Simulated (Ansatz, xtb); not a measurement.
## Relative energy of two isomers of CH4GeZn

We compare I, `[ZnH][CH2][GeH]`, a singlet, with II, `[CH3][Ge][ZnH]`, a singlet. Both are isolated molecules in the gas phase, relaxed with B3LYP/6-31G*; the shapes shown needn't be the lowest conformers.

I (Å):

```xyz
7

C    -0.1010    0.3805    0.4535
Ge   -0.5860   -1.4949    0.7872
Zn    1.2783    0.4027   -0.8962
H     2.3508    0.4538   -2.0027
H     0.2941    0.8620    1.3548
H    -1.5104   -1.6042   -0.5368
H    -0.9125    0.9772    0.0164
```

II (Å):

```xyz
7

C    -0.0323   -1.3315    1.8230
Ge    0.6324    0.5046    1.2491
Zn   -0.3438    0.4792   -1.0084
H     0.5853   -2.0706    1.2891
H     0.1178   -1.4800    2.8960
H    -1.0748   -1.5463    1.5669
H    -0.9468    0.5742   -2.4624
```

Quicker runs give these differences E(II) − E(I): GFN2-xTB −2.10 kcal/mol; HF/STO-3G −52.76 kcal/mol (at GFN2-xTB geometries); r2SCAN-D4/def2-SVP +7.60 kcal/mol (at GFN2-xTB geometries).

Task: Which of the two would you expect CCSD(T)/def2-TZVP electronic energies to favour?

Result: Too close to call at this level: CCSD(T)/def2-TZVP gives E(II) − E(I) = −0.27 kcal/mol.

Level by level:

| level | geometry | E(II) − E(I) (kcal/mol) | departure from the last row (kcal/mol) | job, with rough time for the two |
| --- | --- | --- | --- | --- |
| GFN2-xTB | GFN2-xTB | −2.10 | −1.83 | optimisation, 0.15 s |
| HF/STO-3G | GFN2-xTB | −52.76 | −52.48 | single point, 2.7 s |
| r2SCAN-D4/def2-SVP | GFN2-xTB | +7.60 | +7.88 | single point, 3.2 s |
| B3LYP/6-31G* | B3LYP/6-31G* | +1.71 | +1.99 | optimisation, 65 s |
| HF/def2-TZVP | B3LYP/6-31G* | −4.99 | −4.72 | part of the CCSD(T) run |
| MP2/def2-TZVP | B3LYP/6-31G* | +1.74 | +2.01 | part of the CCSD(T) run |
| CCSD(T)/def2-TZVP | B3LYP/6-31G* | −0.27 |  | single point, 1.9 min |

As drawn, II has 1 Ge–Zn, 1 C–H in place of 1 C–Zn, 1 Ge–H.

The largest departure from CCSD(T)/def2-TZVP is that of HF/STO-3G, 52.48 kcal/mol.

With harmonic frequencies from B3LYP/6-31G* (ideal gas, rigid rotor, one conformer each, 400 K, 1 atm): on the last row, ΔE + ΔZPE = +1.56, ΔH = +2.17, ΔG = −0.22 kcal/mol.

The correlated steps freeze 15 core orbitals; the filled d shell of Ge is correlated; the last core shell of Zn is correlated, in a basis made for valence electrons. Codes used: Ansatz 0.2.0, xtb 6.7.1; the last row on 2 threads of Arm Neoverse V2 on a shared host.

The two isomers are effectively degenerate, and neither the electronic energy nor the free energy supports a preference. Both are singlet germylenes, so divalent germanium is retained and the comparison is essentially an exchange of bonding partners. II gains a strong C–H bond in place of a weaker Ge–H bond, but gives up a polar C–Zn bond for a softer, less polar Ge–Zn bond; these contributions probably almost cancel.

Electron correlation shifts the balance towards I relative to Hartree–Fock in the larger basis, with MP2 overshooting the coupled-cluster shift. The extreme preference for II with HF/STO-3G is mainly a minimal-basis failure rather than a measure of missing correlation, since HF/def2-TZVP gives only −4.99 kcal/mol.

Zero-point energy favours I, as expected when a stiff C–H stretch replaces a softer Ge–H stretch. Entropy offsets this, probably through the low-frequency methyl torsion and Ge–Zn motions in II. Treating the methyl torsion as a hindered rotor could therefore change the sign of the free-energy difference.
